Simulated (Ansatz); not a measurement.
A series in volume per atom on Tc

Periodic Kohn-Sham DFT of a crystal at fixed atoms; pressure and stress are positive in compression; the energy is the free energy less that of spherical unpolarised free atoms; site moments are those in the method's own spheres, positive along +z. The results are calculated, by Ansatz 0.2.0.

Cell of the first row (space group Fm-3m, No. 225):
```
CELL_PARAMETERS angstrom
0.00000 1.91020 1.91020
1.91020 0.00000 1.91020
1.91020 1.91020 0.00000
ATOMIC_POSITIONS crystal
Tc 0.00000 0.00000 0.00000
```

Settings of every row: method frozen-core PAW; functional PBEsol; relativity scalar; k mesh 18x18x18; filling fermi-dirac; smearing width 0.03 eV; wave cutoff 500 eV; paw set soft_2.

Atom start moment: 0 on all atoms.

Limits: PAW files made with PBE.

| row | volume per atom (Å³) | pressure (GPa) |
| --- | --- | --- |
| 1 | 13.94 | 3.179 |
| 2 | 14.237 | -3.632 |
| 3 | 14.533 | ? |
| 4 | 14.681 | -12.514 |
| 5 | 14.978 | -17.637 |
| 6 | 15.126 | -19.98 |
| 7 | 15.423 | -24.27 |
| 8 | 15.72 | -28.072 |

Question: what pressure should row 3 give?

Worked fit of pressure. Take u = (V_r/V)^(2/3) − 1 with V_r = 14.978 Å³ an atom, which is twice the finite (Eulerian) strain; such expansions in the strain, on which the Birch-Murnaghan equation of state is built, carry the rest volume and the bulk modulus. The shown rows have u = 0.04904, 0.0344, 0.01344, 0, -0.00653, -0.01933, -0.03172. Least squares give pressure = −17.6406 + 366.319 × u + 1186.96 × u² GPa; a straight line predicts inner rows, each left out in turn, worse (root mean square 0.68 against 0.0095 GPa). The rows lie off it by 0.001, 0.003, -0.011, 0.004, 0.002, 0.008, -0.006 (root mean square 0.006 GPa). The pressure vanishes at u = 0.0423, or V = 14.07 Å³ an atom, and there the bulk modulus at fixed shape and fractions is B = −V dP/dV = (2/3)(1 + u) dP/du = 324 GPa. The withheld row has u = 0.02031, so the fit gives −17.6406 + 366.319 × (0.02031) + 1186.96 × (0.02031)² = -9.711 GPa.

The calculation gave -9.721 GPa. The fit lies 0.010 GPa (0.032 % of the column's range) above it; its largest miss of a shown row is 0.011 GPa.
